Three energies set the scene. The first excitation is three to four thousand cm⁻¹, the spin-orbit constant $\lambda$ of the triplet terms is a few hundred, and $kT$ at 300 K is 209 cm⁻¹. The ion is 4d² in a tetrahedron of four −2 e charges, treated by CASSCF with spin-orbit state interaction. $\chi T$ is the molar powder susceptibility times temperature, and a free spin $S=1$ gives 1.003 cm³ K/mol. The rows are taken from the longest distance $R$ inward.

Nb³⁺ (4d²) in a regular tetrahedron of four −2 e point charges. OpenMolcas 26.06, state-averaged CASSCF (two electrons in the five 4d orbitals) with spin-orbit state interaction (atomic mean field), ANO-RCC-VDZP, DKH2, point nucleus. The first excitation is between spin-orbit levels; χT is the powder susceptibility times temperature, by Van Vleck's formula.

| distance of the charges (Å) | first excitation (cm⁻¹) | χT at 2 K (cm3 K/mol) | χT at 50 K (cm3 K/mol) | χT at 300 K (cm3 K/mol) |
| --- | --- | --- | --- | --- |
| 1.950 | 3930 | 0.551 | 0.572 | 0.679 |
| 2.030 | 4080 | 0.526 | 0.547 | 0.656 |
| 2.110 | 3820 | 0.477 | 0.500 | 0.617 |
| 2.150 | 3630 | 0.449 | 0.473 | 0.595 |
| 2.260 | 3080 | 0.366 | 0.393 | 0.533 |

**All rows: the ground level is T2, threefold and a spin triplet. Is it an orbital triplet?**

No. A tetrahedron puts the two e orbitals below the three t₂ orbitals, and two parallel spins fill e², an orbital singlet ³A₂. The three components of $S=1$ on A₂ transform as T2 once spin and space are rotated together. The term lists at 2.03 and 2.15 Å show this directly: ³A₂ is lowest, and the first excitation ends on the E level of ³T₂ (e t₂), 113 and 148 cm⁻¹ (by the rounded gaps of the table) below the spacing $\Delta$ of the two terms. For the other three rows the assignment is inferred from the same label and the smooth $\chi T$. Symmetry forbids both a zero-field splitting of $S=1$ and an anisotropic $g$ here.

**2.26 Å: why is $\chi T$ at 2 K only 0.366?**

The field quenches the orbital moment, and spin-orbit coupling restores part of it by mixing ³T₂ into ³A₂. In a shell less than half full $\lambda>0$, so the restored moment opposes the spin. The smaller $\Delta$, the more comes back, and this row has the smallest gap and the lowest $\chi T$.

The operator $\mathbf L$ connects A₂ only to T₂, with $\sum|\langle L_z\rangle|^2=4$. Second order in $\lambda\mathbf L\cdot\mathbf S+\mu_B(\mathbf L+g_e\mathbf S)\cdot\mathbf B$ gives three terms: the cross term, the square of the field term and the square of the coupling,
$$g=g_e-\frac{8\lambda}{\Delta},\qquad \chi_{\rm TIP}=\frac{8N\mu_B^2}{\Delta},\qquad E_{\rm SO}=\frac{8\lambda^2}{\Delta}.$$
Here $g_e=2.002$, $N$ is Avogadro's number, $\chi_{\rm TIP}$ the temperature-independent paramagnetism and $E_{\rm SO}$ the lowering of the ground level below its term. With $\chi T\propto g^2$, the low-temperature limit gives $g=1.21$ in this row and 1.48 at 1.95 Å. At still longer distance the formula takes $g$ through zero near $\Delta=4\lambda$, so $\chi T$ at 2 K should first fall further. The 0.333 of free ³F₂ is expected only once the field splits that level by less than $kT$.

**2.26 to 2.11 Å: why does $\chi T$ grow with temperature, and less so at shorter distance?**

Thermal population plays no part, since even the smallest gap is 14.8 $kT$ at 300 K. The magnetic field itself mixes ³T₂ into the ground state, which adds $\chi_{\rm TIP}T$, a straight line. In every row the 50 K value lies within 0.0005 of the line through 2 and 300 K, which is the rounding of the column. This term is 32% of $\chi T$ at 300 K at 2.26 Å and 23% at 2.11 Å, falling as the gap opens.

The row at 2.11 Å serves as a worked case, with the gap standing in for $\Delta$. The slope is $(0.617-0.477)/298=4.70\times10^{-4}$ cm³/mol and the intercept 0.476. Then $g=2.002\sqrt{0.476/1.003}=1.38$ and $\lambda=(2.002-1.380)\times3820/8=297$ cm⁻¹, which is read from this row and tests nothing. The slope is a test: $8N\mu_B^2=2.086$ cm³ cm⁻¹/mol gives $2.086/3820=5.46\times10^{-4}$, and the table has 0.86 of that.

Diagonalising the 21 states of ³F removes about two thirds of that excess in this row. The printed output below gives this model, with $\Delta$ and $\lambda$ fixed in each of the five rows by the gap and $\chi T$ at 2 K, and the ratio of the ³T₁ and ³T₂ energies taken from the two term lists. It overshoots the tabulated $\chi T$ at 300 K by 1.2 to 1.6%, and by 2.7% at 1.95 Å. It falls 11 to 21% short of the computed $E_{\rm SO}$; in the two rows with term lists, the omitted singlets (about 25 and 30 cm⁻¹) cover most of that.

**2.15 to 2.03 Å: does the gap follow the $R^{-5}$ law of point charges?**

It does not, in any stretch. For an electron inside the charges, the first part of the potential that splits d orbitals in cubic symmetry is the fourth-rank term, so $\Delta\propto\langle r^4\rangle/R^5$. The local exponent of the gap is 3.3 between the two longest distances, then 2.7, then 1.7. The term spacing itself grows by a factor 1.11 from 2.15 to 2.03 Å, against 1.33, so spin-orbit shifts of the E level are not the reason.

Two simple repairs fail. Letting a frozen Slater 4d orbital reach past the charges changes the factor only to 1.31. The computed $\langle r^2\rangle$ of 4d does grow by 13% over this step, but a uniformly swollen Slater orbital gives 1.61, the wrong direction. One possibility is that the e and t₂ orbitals respond differently. A tetrahedron has no inversion centre, so the third-rank term, $\propto R^{-4}$, mixes p character into t₂ but not into e; mixing with empty p lets t₂ lean away from the charges and lowers it in second order as $R^{-8}$. One comparison supports a change concentrated in t₂. The only A2 level of d² lies exactly $\lambda$ below ³T₂, where only the t₂–t₂ coupling acts, and this $\lambda$ drops 16% (271 to 227 cm⁻¹), while the fitted e–t₂ value drops 6.6%.

**2.03 to 1.95 Å: the gap falls from 4080 to 3930 cm⁻¹. Why, and why does $\chi T$ still rise?**

The second part has an answer in the numbers. Since $g_e-g\propto\lambda/\Delta$, a gap 3.7% smaller would enlarge the shift, yet the shift shrinks by 6.2%. The effective $\lambda$ must fall by about 10%. The computed $E_{\rm SO}$ agrees in direction: $E_{\rm SO}\times$ gap, roughly $8\lambda^2$, falls at every step inward, by 25% overall. Spin-orbit coupling is weighted near the nucleus, so a more diffuse orbital feels less of it; p character in t₂ would also weaken its coupling to e, which stays d.

The turnover has no demonstrated cause. A fit $aR^{-5}-bR^{-8}$ to all five gaps stays within 3.7% of them and does turn over, but too far in, at $R=(8b/5a)^{1/3}\approx1.98$ Å. It gives $3930\times1.020\approx4010$ at 1.95 Å and $4080\times0.973\approx3970$ at 2.03 Å, so the order of these two rows comes out wrong. Its two constants trade against each other. Another suspect is the setting. The charges raise an electron at the nucleus by 51 to 59 eV, above the ionization energy of Nb³⁺ (roughly 38 eV, a recalled figure). The 4d electrons are then probably unbound in every row and held by the finite basis, so the maximum, and also the swelling and the slow growth of the gap before it, may be artefacts. That remains a guess until a larger basis is run.

**What would a stronger field or another ion change?**

The ratio $\lambda/\Delta$ and its sign decide. In the ³F model for 2.11 Å, where $\chi T$ at 2 K is 0.48, doubling $\Delta$ gives 0.72. A third of $\lambda$ at the same $\Delta$, the direction in which a lighter 3d² ion changes $\lambda$, gives 0.81. Reversing the sign, as for the ³A₂ ground term of octahedral d⁸, gives 1.59, above spin-only. These are model values, not calculated ones.

**Which digits can be trusted?**

As arithmetic, rounding fixes $g$ to 0.001 and the slopes to 0.8%. The constant $\lambda$ deserves two figures: at 2.11 Å it moves from 298 to 305 cm⁻¹ when $\mathbf L$ in the Zeeman term is scaled by a free factor $k$. That factor (0.98 at 2.26 Å, 0.94 at 1.95 Å) is fitted to $\chi T$ at 300 K and may absorb other omissions. For a real Nb³⁺ compound not even the first digit of $\chi T$ is secure. Point charges carry no covalency and give too small a field, which exaggerates the reduction of $g$, and dynamic correlation is absent. The sign of the $g$ shift, the isotropy and the linear rise with temperature carry over as long as the tetrahedron is regular and ³A₂ stays lowest and well separated.

The analysis program printed:

```
spin-only chiT 1.003; free 3F2 0.333 cm3K/mol; kT(300K) 209; 8N muB^2 2.086
rounding: chiT 0.0005, gap 5 cm-1, slope up to 0.8%, g 0.0008
R/A  slope/1e-4K-1  chi50-line  g  slope*gap/8Nmu2  lam2nd=(ge-g)gap/8  low*gap/1e5  V(nucleus)/eV
1.95 4.30 +0.0004 1.483 0.809 255 6.41 59.1
2.03 4.36 +0.0001 1.449 0.853 282 7.44 56.7
2.11 4.70 +0.0004 1.380 0.860 297 8.05 54.6
2.15 4.90 +0.0005 1.338 0.853 301 8.23 53.6
2.26 5.60 +0.0001 1.208 0.827 306 8.50 51.0
TIP share of chiT(300) %: [19. 20. 23. 25. 32.]; min gap/kT(300) 14.8
2.26->1.95: low*gap -25%; 2.03->1.95: gap -3.7%, chi2 4.8%, ge-g -6.2%
3F model, 3T1/3T2 = 1.68 (pure F 1.80). k=1: R Delta lam chi300 err% low err% | k free: k Delta lam low err%
1.95 4056 255 0.698 +2.7 129 -21 | 0.936 4055 271 146 -10
2.03 4210 282 0.666 +1.6 152 -16 | 0.964 4209 292 163 -10
2.11 3937 298 0.625 +1.3 181 -14 | 0.974 3935 305 190 -10
2.15 3736 302 0.603 +1.4 196 -14 | 0.974 3734 310 206 -9
2.26 3210 314 0.540 +1.2 245 -11 | 0.983 3216 320 253 -8
lam(k=1) 2.26->1.95 -19%, 2.03->1.95 -9.7%, 2.15->2.03 -6.6%
rows 2.03, 2.15: model Delta - 3T2 term, cm-1 [ 17. -42.]  term - gap [113. 148.]
  lam(t2,t2) from A2 level [227. 271.] (-16%); singlet part of lowering ~[25. 30.] cm-1
  slope*term/8Nmu2 [0.877 0.887]; <r2> +13%; term ratio 1.110, R^-5 1.333
local exponent -dln(gap)/dlnR: [-0.93  1.7   2.72  3.29]
ratio to 2.26 A: gap [1.28 1.32 1.24 1.18 1.  ]  model Delta [1.26 1.31 1.23 1.16 1.  ]
  R^-5 [2.09 1.71 1.41 1.28 1.  ]  frozen Slater+penetration [1.99 1.66 1.39 1.27 1.  ]
  Slater 2.03/2.15: frozen 1.31, with swollen orbital 1.61
fit a R^-5: par [139932.505] err% [ 26.3  -0.5 -12.4 -16.1 -22.9] worst 1.95 A
fit a*penetration: par [146404.546] err% [ 24.2  -0.3 -11.  -14.3 -20.4] worst 1.95 A
fit a R^-5 - b R^-8: par [ 323473.513 1560642.808] err% [ 2.  -2.7 -1.5 -0.2  3.7] worst 2.26 A
what-if at 2.11 A (3F model only): chiT(2), chiT(300)
  as fitted: 0.48 0.62
  Delta x2: 0.72 0.79
  lam/3: 0.81 0.96
  lam -> -lam: 1.59 1.75
```
